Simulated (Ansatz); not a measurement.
**A correction line for wB97X-V/def2-TZVPP: vertical ionisation energy**

The vertical ionisation energy (cation less neutral) in eV of 8 molecular compounds of B: x at wB97X-V/def2-TZVPP, y at CCSD(T)/def2-TZVPP. Shapes, held fixed at every level: PBE0-D4/def2-TZVP. Flexible molecules stand in one conformer, not always the lowest. Programs: Ansatz 0.2.0.

| molecule | x (eV) | y (eV) |
| --- | --- | --- |
| BH(SeH)Cl | 10.11 | 10.05 |
| B(CH3)(SH)Br | 10.30 | 10.24 |
| BH(NH2)(OH) | 10.42 | 10.40 |
| BH(CH3)(SH) | 10.50 | 10.48 |
| BH2(SH) | 10.97 | 10.93 |
| C2H2BCl2F3O (SMILES FC(F)(F)COB(Cl)Cl) | 11.84 | ? |
| BH2(OH) | 11.92 | 12.06 |
| BH(CN)Cl | 12.37 | 12.33 |

Fit y = c + s·x to the known rows and predict y for C2H2BCl2F3O.


1. Means of the 7 rows: x = 10.9414, y = 10.927.
2. Σ(Δx)² = 4.5687, Σ(Δx·Δy) = 4.755, so the slope is 4.755/4.5687 = 1.0408.
3. Intercept: 10.927 − (1.0408) × 10.9414 = -0.461. The largest residual of the fit is 0.11.
4. C2H2BCl2F3O: -0.461 + 1.0408 × 11.84 = 11.86 eV.

CCSD(T)/def2-TZVPP gives 11.80 eV, so the prediction is off by +0.06 eV, within the largest residual. Uncorrected, wB97X-V/def2-TZVPP misses it by +0.04 eV, and the other rows by 0.05 on average. The line makes this one worse. Left out in turn, the other rows are missed by 0.07 eV on average, worse than no correction. Cations run unrestricted. Relativity is left out for Br, Se. Outer-core shells of Br, Se are correlated, in sets that cover them unevenly.

The slope above one owes much to a single molecule. In six of the seven fitted rows wB97X-V lies slightly above CCSD(T), and C2H2BCl2F3O does the same; only BH2(OH) goes the other way, at 11.92 against 12.06 eV. Lying near the top of the range, it tilts the line upward, so the correction raises a value that needed lowering. BH(CN)Cl, higher still, shows no such underestimate, which speaks against an error that grows with ionisation energy. The exception may reflect the two methods reaching different cation states, which orbital characters would reveal.

The ionisation energies themselves follow familiar substituent effects. Going from BH2(OH) to BH2(SH) lowers the value because the sulfur 3p lone pair is less tightly bound than the oxygen 2p one, and replacing hydrogen by methyl in BH2(SH) lowers it further through donation and hyperconjugation. In BH(NH2)(OH) the electron probably leaves a π orbital with large nitrogen character, while the electron-withdrawing cyano group helps to put BH(CN)Cl highest.
